**Finding**

These ten antiperovskites are much easier to shear along their cube faces than to stretch along their cube axes. The Zener ratio $2c_{44}/(c_{11}-c_{12})$, which compares this shear with one that lengthens one cube axis and shortens another, is 1 for an isotropic solid and runs from 0.70 in Li3OF down to 0.12. The short bonds all lie along the axes, so they stiffen $c_{11}$, the response to axial stretch, and do almost nothing for $c_{44}$, the response to shear, or for $c_{12}$, the sideways stress under stretch. At this PBE level several irregular rows, the two lowest Zener ratios among them, are distorted by cells that are not at zero pressure.

Elastic constants of cubic antiperovskites (space group Pm-3m; one A, one B and three C atoms per cell), from Ansatz 0.2.0 with PBE, plane-wave PAW, scalar-relativistic, no spin polarisation, cutoff 420 eV, fixed occupations and Gamma-centred k meshes. Each crystal was relaxed at this level in its starting symmetry; elastic constants are with ions relaxed, strain amplitude 0.002.

| formula | element on site A | Z A | element on site B | Z B | element on site C | Z C | volume per atom (Å³) | shortest distance (Å) | k mesh | c11 (GPa) | c12 (GPa) | c44 (GPa) | c12 less c44 (GPa) | zener ratio |
| --- | --- | --- | --- | --- | --- | --- | --- | --- | --- | --- | --- | --- | --- | --- |
| Li3OF | F | 9 | O | 8 | Li | 3 | 9.98 | 1.841 | 6×6×6 | 128 | 24.9 | 36.2 | -11.3 | 0.70 |
| Na3SCl | Cl | 17 | S | 16 | Na | 11 | 29.21 | 2.633 | 4×4×4 | 44.9 | 4 | 6.2 | -2.2 | 0.30 |
| K3SeCl | Cl | 17 | Se | 34 | K | 19 | 45.06 | 3.042 | 6×6×6 | 35.6 | 2.2 | 2.4 | -0.2 | 0.14 |
| K3TeCl | Cl | 17 | Te | 52 | K | 19 | 58.60 | 3.321 | 4×4×4 | 21.4 | 0.7 | 1.8 | -1.1 | 0.17 |
| Cs3SBr | Br | 35 | S | 16 | Cs | 55 | 55.24 | 3.256 | 4×4×4 | 30.8 | 2.5 | 1.7 | 0.8 | 0.12 |
| Li3SeBr | Br | 35 | Se | 34 | Li | 3 | 22.60 | 2.417 | 6×6×6 | 53.1 | 9.6 | 10.1 | -0.5 | 0.46 |
| Rb3SeBr | Br | 35 | Se | 34 | Rb | 37 | 51.47 | 3.180 | 4×4×4 | 33.9 | 2.4 | 1.9 | 0.5 | 0.12 |
| Na3TeBr | Br | 35 | Te | 52 | Na | 11 | 39.45 | 2.911 | 6×6×6 | 34.0 | 2.4 | 2.6 | -0.2 | 0.16 |
| Rb3TeBr | Br | 35 | Te | 52 | Rb | 37 | 65.86 | 3.453 | 4×4×4 | 21.0 | 0.8 | 1.4 | -0.6 | 0.14 |
| Na3SI | I | 53 | S | 16 | Na | 11 | 29.86 | 2.652 | 4×4×4 | 45.5 | 7.2 | 8.4 | -1.2 | 0.44 |

**Geometry and the first limit: springs only**

The chalcogenide on site B sits in an octahedron of alkali ions (site C), and the halide on site A fills the cube centre. The shortest distance $d$ is the B–C bond, half the cell edge, and these bonds form straight chains along the three axes. Every site is an inversion centre, so a uniform strain moves no ion off its place and "ions relaxed" softens nothing. All rows are closed-shell insulators, which makes an ionic picture a fair start.

The simpler system to keep in mind is the simple-cubic net of unstressed nearest-neighbour springs. A central pair at $(x,y,z)$ adds to $C_{11}$ in proportion to $x^4$ and to $C_{12}$ and $C_{44}$ in proportion to $x^2y^2$, with $C_{ij}$ defined by Lagrangian strain. An axial bond has $x^2y^2=0$, so the net resists stretch and folds freely in shear: its Zener ratio is zero. The analogy explains the sign of the anisotropy and stops there, because the net has neither charges nor off-axis neighbours, and in a picture of central forces these supply all the shear stiffness.

**Second limit: point charges added**

Formal charges $-1$, $-2$, $+1$ are now placed on A, B, C, with any repulsion along B–C. The repulsion still drops out of $C_{12}$ and $C_{44}$, which leaves an Ewald sum with no adjustable parameter:

$$C_{12}=C_{44}=k\,\frac{e^2}{4\pi\varepsilon_0 d^4},\qquad k=0.129 .$$

Under a pressure $P$ the stress–strain constants are $c_{12}=C_{12}+P$ and $c_{44}=C_{44}-P$. The mean $s=(c_{12}+c_{44})/2$ is free of this shift and is the quantity to compare. For Rb3TeBr, which is close to zero pressure, the estimate is

$$0.129\times\frac{2307\ \text{GPa Å}^4}{(3.453\ \text{Å})^4}=0.129\times16.2\ \text{GPa}=2.09\ \text{GPa},$$

against a computed $s=(0.8+1.4)/2=1.10$ GPa. Nothing was fitted to this row or to any other. Over the ten rows $s$ lies between 0.51 and 1.30 times the estimate. The model thus gets the size within a factor of two across constants that span more than a decade, but it misses how fast shear stiffness falls; the analysis printed below lists every row.

**Why the anisotropy grows with the alkali**

Pure Coulomb scaling would give all constants a log–log slope of $-4$ on $d$. The table gives $-2.65$ for $c_{11}$ and $-5.46$ for $c_{44}$. Compressed cells among the heavier rows exaggerate both departures, but Li3OF and Rb3TeBr, both near zero pressure, still show them: between these two $c_{11}$ falls by a factor of 6.1 and $c_{44}$ by 25.9, against 12.4 for $d^{-4}$. The Zener ratio therefore falls from both ends: its denominator decays more slowly than $d^{-4}$ and its numerator faster.

The slow fall of the denominator can be read as a repulsion that steepens towards the heavier alkalis. With energy $-\alpha/d+\beta/d^{\,n}$ per cell, eliminating $\beta$ through the pressure gives for the bulk modulus $K=(c_{11}+2c_{12})/3$

$$K=\frac{(n-1)\,u}{9}+\frac{(n+3)\,P}{3},$$

where $u$ is the Madelung energy per volume, $6.189/8=0.774$ in the units of $k$. Solving for $n$ row by row only restates $K$ and lumps all repulsion into one number. What the numbers do show is that $n$ rises with the alkali in ranges that don't overlap, from 4.4 in Li3OF to 6.5 in Cs3SBr. This is the standard order of Born exponents, larger closed shells having steeper effective walls, though $n$ follows $d$ nearly as well as it follows the alkali radius.

At $P=0$ the relation $c_{11}-c_{12}=3(K-c_{12})$ turns this into a Zener ratio of $2k/[(n-1)u/3-3k]$. The exponent of Li3OF gives about 0.5 and that of Rb3TeBr about 0.26, while the table has 0.70 and 0.14. The direction is right and the computed spread is wider. In both crystals the remainder is mainly the departure of $s$ from its estimate. With $K$ held fixed, putting the computed $s$ in place of the estimate takes Li3OF from about 0.5 to 0.71. Splitting $c_{44}$ from $c_{12}$ then gives 0.70, so the excess of $c_{44}$ over $c_{12}$, though large in GPa, hardly affects the ratio there.

**Off-axis neighbours**

A repulsive pair along a face diagonal has $x^2y^2\neq0$ and so raises both $c_{12}$ and $c_{44}$. The halide–alkali distance is $\sqrt2\,d$, fixed by the B–C frame, so a large halide in a small frame should add shear stiffness. With rough recalled radii, the fraction of this distance filled by the two ions ranks with $s\,d^4$ at 0.92, against 0.70 for the halide–chalcogenide distance. The three rows above the estimate, Li3OF, Li3SeBr and Na3SI, are among the four best filled; Cs3SBr is the exception, well filled yet at 0.79 of the estimate. The correlation is suggestive only, since the filling stays below 1 throughout and the three worst-filled rows are also the three tellurides.

The cleanest comparison is Na3SCl with Na3SI, the same frame on the same mesh. The bond lengthens by under 1 % and $c_{11}$ hardly moves, while $s$ rises by 53 %. The two cells differ by 0.61 GPa in residual pressure, and pressure alone would need $dc_{44}/dP=3.6$, whereas the axial model, with slope $4C_{44}/3K-1$, gives a negative value. The larger iodide is thus the likely cause, on the evidence of this one pair.

Off-axis repulsion only adds, yet seven rows lie below the estimate, the tellurides lowest at 0.5 to 0.6 of it. A plausible guess, not tested here, is that large, diffuse chalcogenide ions deform under strain and act with less than their formal charge. Whatever its cause, the deficit is the largest single reason why Na3TeBr, with a Zener ratio of 0.16, lies well below the two sodium sulfides.

**Irregular rows and residual pressure**

The same runs report residual pressures of $+0.6$ to $+0.8$ GPa for K3SeCl, Cs3SBr and Rb3SeBr, about 5 to 7 % of their bulk moduli. These compressed cells are exactly the rows that hold $c_{11}$ near the value of Na3TeBr despite longer bonds. From Na3TeBr to Rb3SeBr $K$ does not change, but after subtracting $4.5P$, with 4.5 a rough typical $dK/dP$, it falls by 29 %, the direction expected for a longer bond. The correction is linear, crude and made on $K$, yet it accounts for the plateau.

The steep drops from selenide to telluride shrink in the same way, from about 42 % in $K$ to about 19 % for both the K and the Rb pair. The exponents of K3SeCl and K3TeCl agree closely, at 5.96 and 6.06, only once $P$ is counted. The higher bulk modulus of Na3SI over Na3SCl also vanishes on correction, unlike the gain in $s$.

Pressure also lowers the Zener ratio, because it raises $c_{11}$ and, in the axial model, lowers $c_{44}$. The two lowest ratios, 0.12 in Cs3SBr and Rb3SeBr, belong to the two most compressed cells and should rise on full relaxation. That the selenide lies below the telluride in both the K and the Rb pair is therefore probably an effect of pressure, not of the chalcogenide.

The column $c_{12}$ less $c_{44}$, the Cauchy pressure, is $2P$ for central forces if the constants are stress–strain coefficients, as assumed here. Its only positive entries belong to the two most compressed cells, and after subtracting $2P$ all ten rows are negative, so the change of sign is no evidence of different bonding. The large $-11.3$ GPa of Li3OF is 37 % of its $s$, mid-range for the series, and stands out mainly because that crystal is stiff. A nonzero remainder signals forces beyond central pairs, but for most rows it is about 1 GPa, too small to be secure on mixed k meshes whose convergence was not tested.

**What stability means here**

All ten rows meet the Born criteria $c_{44}>0$, $c_{11}>c_{12}$ and $K>0$. These test uniform strain of the five-atom cell only, and the cubic symmetry was kept during relaxation. A collective tilt of the octahedra needs a larger cell, so any row may still be a saddle point. The constants are for zero temperature, with neither zero-point motion nor spin-orbit coupling; the first omission matters most for the light Li rows, the second for the rows with Te, I or Cs.

Output of the analysis:

```
unit e^2/(4 pi eps0 d^4) = 2307 GPa/(d in A)^4; Madelung energy 6.189 e^2/d per cell
point charges: C12 = 0.129, C44 = 0.129 units; s = (c12+c44)/2
row      c11,c44,s (units)  s GPa  estimate GPa  s/estimate  fill A-C, A-B  Zener
K3TeCl   1.13  0.095  0.066   1.25    2.44    0.51    0.68  0.70  0.17
Rb3TeBr  1.29  0.086  0.068   1.10    2.09    0.53    0.72  0.70  0.14
Na3TeBr  1.06  0.081  0.078   2.50    4.14    0.60    0.73  0.83  0.16
K3SeCl   1.32  0.089  0.085   2.30    3.47    0.66    0.74  0.72  0.14
Na3SCl   0.94  0.129  0.106   5.10    6.18    0.83    0.75  0.79  0.30
Rb3SeBr  1.50  0.084  0.095   2.15    2.90    0.74    0.78  0.73  0.12
Li3OF    0.64  0.180  0.152  30.55   25.85    1.18    0.79  0.85  0.70
Cs3SBr   1.50  0.083  0.102   2.10    2.64    0.79    0.80  0.67  0.12
Li3SeBr  0.79  0.149  0.146   9.85    8.70    1.13    0.81  0.96  0.46
Na3SI    0.98  0.180  0.167   7.80    6.00    1.30    0.85  0.87  0.44
rounding 0.05 GPa is at most 4.5% of s; rows above the estimate: 3
row      P GPa  K GPa  P/K %  K-4.5P  n(P ignored) n(with P)  c12-c44-2P GPa, % of s
Li3OF     0.02   59.3   0.0   59.2     4.43     4.43    -11.33    -37
Li3SeBr   0.12   24.1   0.5   23.6     5.15     5.09     -0.74     -8
Na3SCl   -0.39   17.6  -2.2   19.4     5.27     5.55     -1.41    -28
Na3TeBr   0.04   12.9   0.3   12.8     5.68     5.64     -0.28    -11
Na3SI     0.21   20.0   1.1   19.0     5.98     5.82     -1.63    -21
K3SeCl    0.62   13.3   4.6   10.5     6.76     5.96     -1.44    -63
K3TeCl   -0.22    7.6  -2.9    8.6     5.66     6.06     -0.67    -53
Rb3SeBr   0.84   12.9   6.6    9.1     7.65     6.30     -1.19    -55
Rb3TeBr   0.03    7.5   0.4    7.4     6.40     6.34     -0.65    -59
Cs3SBr    0.68   11.9   5.7    8.9     7.76     6.54     -0.55    -26
(4.5 = rough typical dK/dP; n is K restated, one value per row)
log-log slope on d (Coulomb scaling -4): c11 -2.65, K -3.10, c44 -5.46, s -5.37
largest/smallest: c11 6.1, c44 25.9, d^-4 12.4
rank correlation of s(units) with fill A-C 0.92, fill A-B 0.70, d -0.79
rank correlation of Zener with fill A-C 0.32, fill A-B 0.76, alkali radius -0.93
rank correlation of n(with P) with alkali radius 0.98, d 0.93
pair: change in % of d, d^-4, c11, K, K-4.5P, c44, s
Na3SCl->Na3SI: +0.7 -2.8 +1.3 +13.2 -2.0 +35.5 +52.9
K3SeCl->K3TeCl: +9.2 -29.6 -39.9 -43.0 -18.7 -25.0 -45.7
Rb3SeBr->Rb3TeBr: +8.6 -28.1 -38.1 -41.6 -18.5 -26.3 -48.8
Li3SeBr->Rb3SeBr: +31.6 -66.6 -36.2 -46.5 -61.4 -81.2 -78.2
Na3TeBr->Rb3TeBr: +18.6 -49.5 -38.2 -41.8 -41.9 -46.2 -56.0
Na3TeBr->Rb3SeBr: +9.2 -29.8 -0.3 -0.3 -28.7 -26.9 -14.0
Na3SCl->Na3SI: dP 0.61 GPa; slope needed if pressure alone: K 3.9, c11 1.0, c12 5.3, c44 3.6
Born criteria met: 10/10; smallest (c11-c12)/2 10.1 GPa
positive c12-c44: 2 rows; positive c12-c44-2P: 0 rows
```
